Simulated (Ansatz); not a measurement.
Sn2Pd2Au: energy above lowest point against volume scale

Free energy against uniform scaling of the volume at fixed shape and fractions; periodic cell, basis, potentials, k mesh and filling as listed. The results are calculated, by Ansatz 0.2.0.

The cell before it is scaled or strained (space group P3m1, No. 156):
```
Sn2Pd2Au
1.0
      4.5363     0.0000     0.0000
     -2.2681     3.9285     0.0000
      0.0000     0.0000     5.6974
Sn Pd Au
2 2 1
Direct
  0.66667 0.33333 0.26384
  0.00000 0.00000 0.68746
  0.66667 0.33333 0.77232
  0.33333 0.66667 0.50779
  0.33333 0.66667 0.01859
```

Settings of every row: functional LDA; dispersion none; potentials PAW; wave cutoff 500 eV; density cutoff 2000 eV; k mesh 6x6x4; k shift 0x0x0; occupations fermi dirac; smearing width 0.05 eV; spin none.

Limits: coarse k mesh, up to 40 meV an atom off; minimum outside the range; no spin-orbit coupling, which can matter with elements this heavy; the cell comes from a prototype or a list of computed structures and needn't be the stable phase.

| row | volume scale | V (Å³/atom) | energy above lowest point (meV/atom) |
| --- | --- | --- | --- |
| 1 | 0.92 | 18.682 | 0 |
| 2 | 0.9467 | 19.224 | 7.2 |
| 3 | 0.9733 | 19.764 | 25.4 |
| 4 | 1 | 20.307 | ? |
| 5 | 1.0267 | 20.849 | 87.6 |
| 6 | 1.0533 | 21.389 | 128.6 |
| 7 | 1.08 | 21.931 | 174.8 |

Question: what energy above lowest point should row 4 give?

Worked fit of energy above lowest point. Take u = (V_r/V)^(2/3) − 1 with V_r = 20.306 Å³ an atom, which is twice the finite (Eulerian) strain; such expansions in the strain, on which the Birch-Murnaghan equation of state is built, carry the rest volume and the bulk modulus. The shown rows have u = 0.05714, 0.03718, 0.0182, -0.01744, -0.03405, -0.05003. Least squares give energy above lowest point = 52.68 − 1760.7 × u + 14101 × u² + 10079 × u³ meV/atom; a parabola predicts inner rows, each left out in turn, worse (root mean square 0.53 against 0.057 meV/atom). All shown rows lie on it to the printed digit. The withheld row has u = -3e-05, so the fit gives 52.68 − 1760.7 × (-3e-05) + 14101 × (-3e-05)² + 10079 × (-3e-05)³ = 52.7 meV/atom.

The calculation gave 52.8 meV/atom. The fit lies 0.1 meV/atom (0.057 % of the column's range) below it, one unit of the last digit.
